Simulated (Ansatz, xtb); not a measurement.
## C4H8OSi2: which of two isomers lies lower

Structure I: `O[Si]1([SiH3])C=CC=C1`, a singlet. Structure II: `O[Si@@H]1C=CC=C1[SiH3]`, a singlet. Both are isolated molecules in the gas phase, relaxed with B3LYP-D3(BJ)/def2-SVP; the shapes shown needn't be the lowest conformers.

I (Å):

```yaml
atoms:
  - { symbol: C, position_ang: [-2.4645, -1.1367, 1.0269] }
  - { symbol: C, position_ang: [-1.3549, -1.9091, 0.9860] }
  - { symbol: C, position_ang: [-0.8832, -2.3390, -0.3577] }
  - { symbol: C, position_ang: [-1.6048, -1.9203, -1.4224] }
  - { symbol: O, position_ang: [-4.5286, -1.0695, -1.2199] }
  - { symbol: Si, position_ang: [-2.9450, -0.7774, -0.7575] }
  - { symbol: Si, position_ang: [-2.4812, 1.4528, -1.3089] }
  - { symbol: H, position_ang: [-4.8607, -1.9605, -1.0513] }
  - { symbol: H, position_ang: [-3.3968, 2.3868, -0.5873] }
  - { symbol: H, position_ang: [-2.6266, 1.6860, -2.7771] }
  - { symbol: H, position_ang: [-1.0751, 1.7639, -0.9139] }
  - { symbol: H, position_ang: [-2.8777, -0.7559, 1.9633] }
  - { symbol: H, position_ang: [-0.7945, -2.2187, 1.8757] }
  - { symbol: H, position_ang: [0.0173, -2.9587, -0.4374] }
  - { symbol: H, position_ang: [-1.3289, -2.1676, -2.4496] }
```

II (Å):

```tsv
atom	x (Å)	y (Å)	z (Å)
C	-0.2210	0.0358	-0.2793
C	-1.1184	0.9426	-0.7227
C	-2.5008	0.4471	-0.9783
C	-2.7599	-0.8679	-0.7582
O	-1.1273	-2.4285	1.2468
Si	-1.1122	-1.6224	-0.2155
Si	-4.4238	-1.6633	-0.9990
H	-1.4874	-1.9486	2.0021
H	-0.5753	-2.6171	-1.1784
H	0.8187	0.2974	-0.0712
H	-0.8859	1.9984	-0.9028
H	-3.2559	1.1599	-1.3345
H	-5.4085	-0.6538	-1.4923
H	-4.9253	-2.2343	0.2884
H	-4.3438	-2.7863	-1.9805
```

Problem. Estimate which is lower in electronic energy at CCSD(T)/def2-SVP + ΔMP2/def2-TZVPP, and by roughly how much.

Solution. The CCSD(T)/def2-SVP + ΔMP2/def2-TZVPP calculation puts structure II lower, by 3.4 kcal/mol.

The same difference at several levels:

| level | geometry | E(II) − E(I) (kcal/mol) | departure from the last row (kcal/mol) | job, with rough time for the two |
| --- | --- | --- | --- | --- |
| GFN2-xTB | GFN2-xTB | −7.4 | −4.0 | optimisation, 0.24 s |
| HF/STO-3G | GFN2-xTB | +1.5 | +4.9 | single point, 0.72 s |
| r2SCAN-D4/def2-SVP | GFN2-xTB | −2.8 | +0.5 | single point, 9.9 s |
| B3LYP-D3(BJ)/def2-SVP | B3LYP-D3(BJ)/def2-SVP | −2.3 | +1.1 | optimisation, 1.9 min |
| HF/def2-SVP | B3LYP-D3(BJ)/def2-SVP | −5.5 | −2.1 | part of the CCSD(T) run |
| MP2/def2-SVP | B3LYP-D3(BJ)/def2-SVP | −4.6 | −1.2 | part of the CCSD(T) run |
| CCSD(T)/def2-SVP | B3LYP-D3(BJ)/def2-SVP | −3.5 | −0.1 | single point |
| CCSD(T)/def2-SVP + ΔMP2/def2-TZVPP | B3LYP-D3(BJ)/def2-SVP | −3.4 |  | single point, 2.7 min |

As drawn, II has 1 C–Si, 1 Si–H in place of 1 Si–Si, 1 C–H.

HF/STO-3G puts the two in the other order. The largest departure from CCSD(T)/def2-SVP + ΔMP2/def2-TZVPP is that of HF/STO-3G, 4.9 kcal/mol. The last row adds to CCSD(T) the change of the MP2 difference between the two basis sets, here +0.1 kcal/mol.

With thermal terms from frequencies at re-optimised GFN2-xTB minima (ideal gas, soft modes damped towards free rotors, one conformer each, 298.15 K, 1 atm): the zero-point term adds −1.3 kcal/mol; ΔH is −4.8 and ΔG −4.3 kcal/mol.

The correlated steps freeze 15 core orbitals. Mirror images aren't counted in ΔG. Programs: Ansatz 0.2.0, xtb 6.7.1; the last row on 2 threads of Arm Neoverse V1 on a shared host.

Structure II is favoured, but only modestly, because two opposing bond changes nearly cancel. Moving the silyl group from silicon to a ring carbon replaces a weak Si–Si bond with a stronger, more polar Si–C bond, while hydrogen gives up a strong vinylic C–H bond for a weaker Si–H bond. The Si–O bond and the diene are retained, so they should contribute little to the difference.

In the def2-SVP series, the preference shrinks from −5.5 at Hartree–Fock to −3.5 kcal/mol at CCSD(T). Correlation therefore favours I, probably in part through its soft, polarisable Si–Si bond. The reversed order with STO-3G most likely reflects the minimal basis, which lacks the flexibility to describe polar bonds at silicon. The zero-point term reinforces the preference for II, as expected when a stiff C–H oscillator is exchanged for a softer Si–H one. This thermodynamic preference doesn't establish that I would rearrange readily, since that depends on the barrier to migration.
